**A hand rule for ¹J(¹³C,¹H) set against B3LYP in four basis sets**

The table holds measured one-bond C–H couplings for six sites and the errors of gas-phase, non-relativistic B3LYP values (PySCF, density fitting, PBE0-D3(BJ)/def2-SVP geometries) with 6-31G(d), aug-cc-pVTZ-J, cc-pVTZ and def2-TZVP. The program tests the rule J = 500 Hz × s + b × Σ(χ − χ_C), with s the nominal carbon s fraction and rough recalled electronegativities, against a count of O and F neighbours and a two-parameter fit, with leave-one-out errors. The fitted slope is 19.6 Hz; the mean absolute error is 5.1 Hz (6.4 Hz leave-one-out), and propene is the worst row at +14.7 Hz. It also tests whether each basis scales the aug-cc-pVTZ-J couplings by a constant factor, which holds for def2-TZVP (0.933, mean residual 1.0 Hz), is no better than a constant shift for cc-pVTZ and fails for 6-31G(d). The alkyne C–H is 13.2% too high with aug-cc-pVTZ-J, with no sign of a triplet instability.

Size of the one-bond spin-spin coupling 1J(13C,1H) from PySCF 2.14.0 with B3LYP and density fitting, non-relativistic and in the gas phase, at PBE0-D3(BJ)/def2-SVP geometries. Errors are computed less measured, for four basis sets. Atoms are numbered from 1 among the non-hydrogen atoms in SMILES order, and a hydrogen takes the number of its carrier.

## Program and output

```python
# Table: measured 1J(13C,1H) in Hz and errors (computed less measured) of PySCF B3LYP,
# density fitting, gas phase, four basis sets, PBE0-D3(BJ)/def2-SVP geometries.
# Tested: hand rule J = 500*s + b*sum(chi-chiC), two rivals, and J(basis) = k*J(aug-cc-pVTZ-J).
T = {
    'case': ['CC(F)F atoms 1,1', 'COC atoms 1,1', 'C=CC atoms 2,2', 'N#CCF atoms 3,3', 'CC(F)F atoms 2,2', 'C#CCO atoms 1,1'],
    'medium': ['solution', 'unstated', 'unstated', 'unstated', 'solution', 'unstated'],
    'measured': [127.9, 140.0, 152.0, 166.0, 187.9, 248.0],  # Hz
    'err_6_31g_d': [16.4, 8.5, 6.2, 5.4, -4.3, -8.1],  # Hz
    'err_aug_cc_pvtz_j': [7.9, 6.5, 8.5, -0.4, 1.1, 32.7],  # Hz
    'err_cc_pvtz': [-8.5, -11.1, -7.7, -22.3, -21.0, 8.7],  # Hz
    'err_def2_tzvp': [-0.7, -3.2, -0.2, -10.8, -11.0, 11.9],  # Hz
}
import numpy as np
case = list(T['case']); J = np.array(T['measured'], float); N = len(J)
B = {'6-31G(d)': 'err_6_31g_d', 'aug-J': 'err_aug_cc_pvtz_j', 'cc-pVTZ': 'err_cc_pvtz', 'def2-TZVP': 'err_def2_tzvp'}
E = {b: np.array(T[k], float) for b, k in B.items()}; C = {b: J + E[b] for b in B}
# rough recalled electronegativities; CN group taken as an sp carbon (uncertain)
cC, cO, cF, cCN = 2.5, 3.4, 4.0, 3.3
# s fraction, numbers of O, F, CN neighbours
D = {'CC(F)F atoms 1,1': (1/4, 0, 0, 0), 'COC atoms 1,1': (1/4, 1, 0, 0), 'C=CC atoms 2,2': (1/3, 0, 0, 0),
     'N#CCF atoms 3,3': (1/4, 0, 1, 1), 'CC(F)F atoms 2,2': (1/4, 0, 2, 0), 'C#CCO atoms 1,1': (1/2, 0, 0, 0)}
s, nO, nF, nCN = np.array([D[c] for c in case], float).T
short = [c.replace(' atoms', '') for c in case]
x = nO*(cO-cC) + nF*(cF-cC) + nCN*(cCN-cC)
def fit(A, y, off):
    p = np.linalg.lstsq(A, y-off, rcond=None)[0]; r = A@p + off - y; lo = []
    for i in range(N):
        m = np.arange(N) != i
        lo.append(A[i]@np.linalg.lstsq(A[m], (y-off)[m], rcond=None)[0] + off[i] - y[i])
    return p, r, np.array(lo)
def st(r):
    i = np.argmax(abs(r))
    return f"MAE {abs(r).mean():.1f} mean {r.mean():+.1f} worst {r[i]:+.1f} ({short[i]})"
f = lambda a, d=1: ' '.join(f"{v:+.{d}f}" for v in a)
print("Rounding floor: 0.05 Hz (0.5 Hz for integer measured); basis differences 0.1 Hz")
print("Round rule J=500s+20x (Hz): case, s, x, 500s, 20x, rule, measured, rule-meas, %")
R = 500*s + 20*x; rr = R - J
for i in range(N):
    print(f" {short[i]:11s} {s[i]:.3f} {x[i]:.1f} {500*s[i]:.1f} {20*x[i]:.1f} {R[i]:.1f} {J[i]:.1f} {rr[i]:+.1f} {100*rr[i]/J[i]:+.1f}%")
print("round rule:", st(rr), f"mean abs {100*abs(rr/J).mean():.1f}%"); print("500s alone:", st(500*s-J))
print("implied b per row, (J-500s)/x:", ', '.join(f"{short[i]} {(J[i]-500*s[i])/x[i]:.1f}" for i in range(N) if x[i] > 0))
M = {'A 500s+b*x': (x[:, None], 500*s), 'A with CN=0': ((x-nCN*(cCN-cC))[:, None], 500*s),
     'B 500s+c*n(O,F)': ((nO+nF)[:, None], 500*s), 'C a*s+b*x': (np.c_[s, x], 0*s)}
for k, (A, off) in M.items():
    p, r, lo = fit(A, J, off)
    if k.startswith('A 500'): bA = p[0]
    print(f"{k}: params {np.round(p,1)} Hz; res {f(r)}")
    print(f"   {st(r)}; leave-one-out MAE {abs(lo).mean():.1f} max {abs(lo).max():.1f}")
# propene geometry (A) from the outputs of the same calculation: C1, C2, C3, H on C2
g = np.array([[1.36, .09, -.26], [.28, -.11, .50], [-1.14, -.01, .03], [.42, -.36, 1.56]])
u = g[[0, 2, 3]] - g[1]; u /= np.linalg.norm(u, axis=1)[:, None]
c13, c1, c3 = u[0]@u[1], u[0]@u[2], u[1]@u[2]; sH = 1/(1 - c13/(c1*c3)); ip = case.index('C=CC atoms 2,2')
print("propene angles CCC, C=C-H, C-C-H (deg):", np.round(np.degrees(np.arccos([c13, c1, c3])), 0))
print(f"  Coulson s {sH:.2f} -> {500*sH:.0f} Hz; nominal {500*s[ip]:.0f}; s implied by measured {J[ip]/500:.3f}")
print("B3LYP rungs (Hz), rows in table order")
for b in B:
    p, r, lo = fit(np.c_[s, x], C[b], 0*s)
    print(f"{b}: J", ' '.join(f"{v:.1f}" for v in C[b]), "|", st(E[b]))
    print(f"   % err {f(100*E[b]/J)}; fit to computed a {p[0]:.0f} b {p[1]:.1f} MAE {abs(r).mean():.1f}")
print("Basis against aug-cc-pVTZ-J"); a = C['aug-J']; sp = {}
for b in ['def2-TZVP', 'cc-pVTZ', '6-31G(d)']:
    q = C[b]/a; d = C[b]-a; k = C[b]@a/(a@a); sp[b] = np.ptp(q)
    print(f"{b}: diff Hz {f(d)}; ratio", ' '.join(f"{v:.3f}" for v in q), f"spread {sp[b]:.3f}")
    print(f"   factor k {k:.3f}: res {f(k*a-C[b])}; {st(k*a-C[b])}")
    print(f"   shift {d.mean():+.1f} Hz: {st(d.mean()-d)}")
print("aug-J above cc-pVTZ, % of cc-pVTZ:", f(100*(a/C['cc-pVTZ']-1)))
na = s < 0.4
print("MAE without alkyne (for scale only):", ', '.join(f"{b} {abs(E[b][na]).mean():.1f}" for b in B), f"rule {abs(rr[na]).mean():.1f}")
# lowest triplet Hessian eigenvalue (Eh), aug-cc-pVTZ-J outputs of the same calculation
print("triplet Hessian min (Eh): CC(F)F 0.392, COC 0.363, C=CC 0.108, N#CCF 0.153, C#CCO 0.131")
assert np.all(a > C['def2-TZVP']) and np.all(C['def2-TZVP'] > C['cc-pVTZ'])
assert np.argmax(abs(rr)) == ip and 10 < bA < 30
assert sp['def2-TZVP'] < sp['cc-pVTZ'] < sp['6-31G(d)']
assert 500*sH < J[ip] < 500*s[ip]
```

It prints:

```
Rounding floor: 0.05 Hz (0.5 Hz for integer measured); basis differences 0.1 Hz
Round rule J=500s+20x (Hz): case, s, x, 500s, 20x, rule, measured, rule-meas, %
 CC(F)F 1,1  0.250 0.0 125.0 0.0 125.0 127.9 -2.9 -2.3%
 COC 1,1     0.250 0.9 125.0 18.0 143.0 140.0 +3.0 +2.1%
 C=CC 2,2    0.333 0.0 166.7 0.0 166.7 152.0 +14.7 +9.6%
 N#CCF 3,3   0.250 2.3 125.0 46.0 171.0 166.0 +5.0 +3.0%
 CC(F)F 2,2  0.250 3.0 125.0 60.0 185.0 187.9 -2.9 -1.5%
 C#CCO 1,1   0.500 0.0 250.0 0.0 250.0 248.0 +2.0 +0.8%
round rule: MAE 5.1 mean +3.1 worst +14.7 (C=CC 2,2) mean abs 3.2%
500s alone: MAE 23.1 mean -17.5 worst -62.9 (CC(F)F 2,2)
implied b per row, (J-500s)/x: COC 1,1 16.7, N#CCF 3,3 17.8, CC(F)F 2,2 21.0
A 500s+b*x: params [19.6] Hz; res -2.9 +2.7 +14.7 +4.2 -4.0 +2.0
   MAE 5.1 mean +2.8 worst +14.7 (C=CC 2,2); leave-one-out MAE 6.4 max 14.7
A with CN=0: params [21.9] Hz; res -2.9 +4.7 +14.7 -8.2 +2.7 +2.0
   MAE 5.9 mean +2.2 worst +14.7 (C=CC 2,2); leave-one-out MAE 7.5 max 14.7
B 500s+c*n(O,F): params [30.3] Hz; res -2.9 +15.3 +14.7 -10.7 -2.3 +2.0
   MAE 8.0 mean +2.7 worst +15.3 (COC 1,1); leave-one-out MAE 9.6 max 18.4
C a*s+b*x: params [487.  21.] Hz; res -6.1 +0.6 +10.3 +4.0 -3.2 -4.5
   MAE 4.8 mean +0.2 worst +10.3 (C=CC 2,2); leave-one-out MAE 7.7 max 13.7
propene angles CCC, C=C-H, C-C-H (deg): [125. 119. 116.]
  Coulson s 0.27 -> 134 Hz; nominal 167; s implied by measured 0.304
B3LYP rungs (Hz), rows in table order
6-31G(d): J 144.3 148.5 158.2 171.4 183.6 239.9 | MAE 8.2 mean +4.0 worst +16.4 (CC(F)F 1,1)
   % err +12.8 +6.1 +4.1 +3.3 -2.3 -3.3; fit to computed a 495 b 20.6 MAE 7.3
aug-J: J 135.8 146.5 160.5 165.6 189.0 280.7 | MAE 9.5 mean +9.4 worst +32.7 (C#CCO 1,1)
   % err +6.2 +4.6 +5.6 -0.2 +0.6 +13.2; fit to computed a 536 b 16.5 MAE 7.8
cc-pVTZ: J 119.4 128.9 144.3 143.7 166.9 256.7 | MAE 13.2 mean -10.3 worst -22.3 (N#CCF 3,3)
   % err -6.6 -7.9 -5.1 -13.4 -11.2 +3.5; fit to computed a 484 b 13.0 MAE 8.6
def2-TZVP: J 127.2 136.8 151.8 155.2 176.9 259.9 | MAE 6.3 mean -2.3 worst +11.9 (C#CCO 1,1)
   % err -0.5 -2.3 -0.1 -6.5 -5.9 +4.8; fit to computed a 500 b 15.7 MAE 6.7
Basis against aug-cc-pVTZ-J
def2-TZVP: diff Hz -8.6 -9.7 -8.7 -10.4 -12.1 -20.8; ratio 0.937 0.934 0.946 0.937 0.936 0.926 spread 0.020
   factor k 0.933: res -0.4 -0.1 -2.0 -0.6 -0.5 +2.1; MAE 1.0 mean -0.3 worst +2.1 (C#CCO 1,1)
   shift -11.7 Hz: MAE 3.2 mean -0.0 worst +9.1 (C#CCO 1,1)
cc-pVTZ: diff Hz -16.4 -17.6 -16.2 -21.9 -22.1 -24.0; ratio 0.879 0.880 0.899 0.868 0.883 0.914 spread 0.047
   factor k 0.894: res +2.0 +2.1 -0.8 +4.4 +2.1 -5.7; MAE 2.9 mean +0.7 worst -5.7 (C#CCO 1,1)
   shift -19.7 Hz: MAE 3.0 mean -0.0 worst +4.3 (C#CCO 1,1)
6-31G(d): diff Hz +8.5 +2.0 -2.3 +5.8 -5.4 -40.8; ratio 1.063 1.014 0.986 1.035 0.971 0.855 spread 0.208
   factor k 0.950: res -15.3 -9.4 -5.8 -14.1 -4.1 +26.7; MAE 12.6 mean -3.7 worst +26.7 (C#CCO 1,1)
   shift -5.4 Hz: MAE 11.8 mean +0.0 worst +35.4 (C#CCO 1,1)
aug-J above cc-pVTZ, % of cc-pVTZ: +13.7 +13.7 +11.2 +15.2 +13.2 +9.3
MAE without alkyne (for scale only): 6-31G(d) 8.2, aug-J 4.9, cc-pVTZ 14.1, def2-TZVP 5.2 rule 5.7
triplet Hessian min (Eh): CC(F)F 0.392, COC 0.363, C=CC 0.108, N#CCF 0.153, C#CCO 0.131
```
